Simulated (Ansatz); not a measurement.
## LiSn3: the change of energy above lowest point with volume scale

All results are calculated (Ansatz 0.2.0). Free energy against uniform scaling of the volume at fixed shape and fractions; periodic cell, basis, potentials, k mesh and filling as listed.

The cell before it is scaled or strained (space group I4/mmm, No. 139):
```
cell vectors (Å)
  -2.2754     2.2754     4.7436
   2.2754    -2.2754     4.7436
   2.2754     2.2754    -4.7436
atoms (fractions of the cell vectors)
Li  0.00000  0.00000  0.00000
Sn  0.75000  0.25000  0.50000
Sn  0.25000  0.75000  0.50000
Sn  0.50000  0.50000  0.00000
```

Settings of every row: functional LDA; dispersion none; potentials PAW; wave cutoff 470 eV; density cutoff 1880 eV; k mesh 7x7x7; k shift 0x0x0; occupations methfessel paxton; smearing width 0.02 eV; spin none; SCF threshold exponent -8.

Limits: coarse k mesh, up to 40 meV an atom off; the cell comes from a prototype or a list of computed structures and needn't be the stable phase.

| row | volume scale | V (Å³/atom) | energy above lowest point (meV/atom) |
| --- | --- | --- | --- |
| 1 | 0.88 | 21.613 | 21.1 |
| 2 | 0.92 | 22.595 | ? |
| 3 | 0.96 | 23.577 | 0 |
| 4 | 1 | 24.56 | 9.8 |
| 5 | 1.04 | 25.542 | 29.2 |
| 6 | 1.08 | 26.525 | 55.2 |
| 7 | 1.12 | 27.507 | 86.9 |

Question: what energy above lowest point should row 2 give?

Worked fit of energy above lowest point. Take u = (V_r/V)^(2/3) − 1 with V_r = 25.051 Å³ an atom, which is twice the finite (Eulerian) strain; such expansions in the strain, on which the Birch-Murnaghan equation of state is built, carry the rest volume and the bulk modulus. The shown rows have u = 0.10342, 0.04126, 0.01328, -0.01286, -0.0374, -0.06045. Least squares give energy above lowest point = 18.44 − 738.06 × u + 6835 × u² + 5316 × u³ meV/atom; a parabola predicts inner rows, each left out in turn, worse (root mean square 0.88 against 0.19 meV/atom). The rows lie off it by 0.0, 0.0, -0.1, 0.1, -0.1, 0.0. Its lowest point lies at u = 0.0510, or V = 23.25 Å³ an atom, and the curvature there gives the bulk modulus at fixed shape and fractions, B = (4/9)(1 + u)² E″(u)/V = 51.7 GPa. Letting shape and atoms relax would as a rule lower it, by much in layered, chain or molecular crystals. The withheld row has u = 0.07121, so the fit gives 18.44 − 738.06 × (0.07121) + 6835 × (0.07121)² + 5316 × (0.07121)³ = 2.5 meV/atom.

The calculation gave 2.8 meV/atom. The fit lies 0.3 meV/atom (11 % of the value, 0.35 % of the column's range) below it; its largest miss of a shown row is 0.1 meV/atom.
